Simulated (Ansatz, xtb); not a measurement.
# C4H8B2O: which of two isomers lies lower

Structure I: `BOB/C=C/C=C`, a singlet. Structure II: `BOB(C)C#CC`, a singlet. Both are isolated molecules in the gas phase, relaxed with B3LYP/def2-SVP; the shapes shown needn't be the lowest conformers.

I (Å):

```yaml
atoms:
  - { symbol: C, position_ang: [0.8063, -0.1397, 0.4167] }
  - { symbol: C, position_ang: [2.0327, -0.2601, 0.9841] }
  - { symbol: C, position_ang: [3.2593, 0.3276, 0.4685] }
  - { symbol: C, position_ang: [4.4617, 0.1881, 1.0545] }
  - { symbol: B, position_ang: [-2.8646, -0.5696, -0.1053] }
  - { symbol: B, position_ang: [-0.4465, -0.8013, 1.0326] }
  - { symbol: O, position_ang: [-1.6584, -0.6738, 0.4516] }
  - { symbol: H, position_ang: [-3.5808, 0.3510, 0.2162] }
  - { symbol: H, position_ang: [-3.2075, -1.3965, -0.9193] }
  - { symbol: H, position_ang: [-0.3809, -1.4525, 2.0517] }
  - { symbol: H, position_ang: [0.7262, 0.4488, -0.5079] }
  - { symbol: H, position_ang: [2.1308, -0.8450, 1.9085] }
  - { symbol: H, position_ang: [3.1731, 0.9144, -0.4540] }
  - { symbol: H, position_ang: [4.5815, -0.3914, 1.9757] }
  - { symbol: H, position_ang: [5.3612, 0.6457, 0.6349] }
```

II (Å):

```yaml
atoms:
  - { symbol: C, position_ang: [1.0741, 0.2862, 1.7066] }
  - { symbol: C, position_ang: [0.5529, 0.2819, -0.9622] }
  - { symbol: C, position_ang: [0.8926, -0.0389, -2.0896] }
  - { symbol: C, position_ang: [1.2937, -0.4190, -3.4373] }
  - { symbol: B, position_ang: [-2.1289, 2.0153, 0.8263] }
  - { symbol: B, position_ang: [0.1664, 0.6642, 0.4732] }
  - { symbol: O, position_ang: [-0.9889, 1.3441, 0.6663] }
  - { symbol: H, position_ang: [-3.1541, 1.3969, 1.0024] }
  - { symbol: H, position_ang: [-2.1070, 3.2248, 0.7963] }
  - { symbol: H, position_ang: [2.0840, 0.7142, 1.5796] }
  - { symbol: H, position_ang: [0.6647, 0.6278, 2.6692] }
  - { symbol: H, position_ang: [1.2174, -0.8077, 1.7511] }
  - { symbol: H, position_ang: [0.5400, -0.1223, -4.1850] }
  - { symbol: H, position_ang: [1.4362, -1.5099, -3.5132] }
  - { symbol: H, position_ang: [2.2494, 0.0581, -3.7119] }
```

Quicker runs give these differences E(II) − E(I): GFN2-xTB +0.9 kcal/mol; HF/STO-3G −22.2 kcal/mol (at GFN2-xTB geometries); r2SCAN-D4/def2-SVP −2.8 kcal/mol (at GFN2-xTB geometries).

Q: Estimate which is lower in electronic energy at CCSD(T)/def2-SVP + ΔMP2/def2-TZVPP, and by roughly how much.

A: The CCSD(T)/def2-SVP + ΔMP2/def2-TZVPP calculation puts structure II lower, by 3.3 kcal/mol.

Level by level:

| level | geometry | E(II) − E(I) (kcal/mol) | departure from the last row (kcal/mol) | job, with rough time for the two |
| --- | --- | --- | --- | --- |
| GFN2-xTB | GFN2-xTB | +0.9 | +4.2 | optimisation, 0.45 s |
| HF/STO-3G | GFN2-xTB | −22.2 | −18.8 | single point, 0.34 s |
| r2SCAN-D4/def2-SVP | GFN2-xTB | −2.8 | +0.5 | single point, 3.9 s |
| B3LYP/def2-SVP | B3LYP/def2-SVP | −2.0 | +1.3 | optimisation, 59 s |
| HF/def2-SVP | B3LYP/def2-SVP | −3.8 | −0.5 | part of the CCSD(T) run |
| MP2/def2-SVP | B3LYP/def2-SVP | −6.9 | −3.6 | part of the CCSD(T) run |
| CCSD(T)/def2-SVP | B3LYP/def2-SVP | −3.0 | +0.3 | single point |
| CCSD(T)/def2-SVP + ΔMP2/def2-TZVPP | B3LYP/def2-SVP | −3.3 |  | single point, 77 s |

As drawn, II has 1 C–B, 1 C≡C, 1 C–H in place of 2 C=C, 1 B–H.

GFN2-xTB puts the two in the other order. The largest departure from CCSD(T)/def2-SVP + ΔMP2/def2-TZVPP is that of HF/STO-3G, 18.8 kcal/mol. A small imaginary or near-zero mode remains, so no thermal terms are given. The last row adds to CCSD(T) the change of the MP2 difference between the two basis sets, here −0.3 kcal/mol.

The correlated steps freeze 7 core orbitals. Programs: Ansatz 0.2.0, xtb 6.7.1; the last row on 4 threads of Arm Neoverse V1 on a shared host.

The alkynylborane II lies below the dienylborane I, but only slightly, which suggests that two larger effects nearly cancel. A conjugated diene is normally more stable than an isomeric internal alkyne, so the hydrocarbon part alone should favour I. Against this, II exchanges a B–H bond for a C–H bond and gains a second B–C bond, and this probably outweighs the cost of the triple bond. Oxygen lone-pair donation into the empty boron p orbitals is available in both isomers and should largely cancel.

Hartree–Fock moves from −22.2 to −3.8 kcal/mol between STO-3G and def2-SVP, so the minimal-basis result probably reflects poor flexibility in describing the changed bonds more than missing correlation. MP2 then increases the preference for II, and CCSD(T) takes it back to −3.0 kcal/mol. The closeness of HF/def2-SVP to the final value is therefore a cancellation among correlation contributions, not a sign that correlation is unimportant. The total energies do not separate the boron-substitution effect from the difference in π bonding.
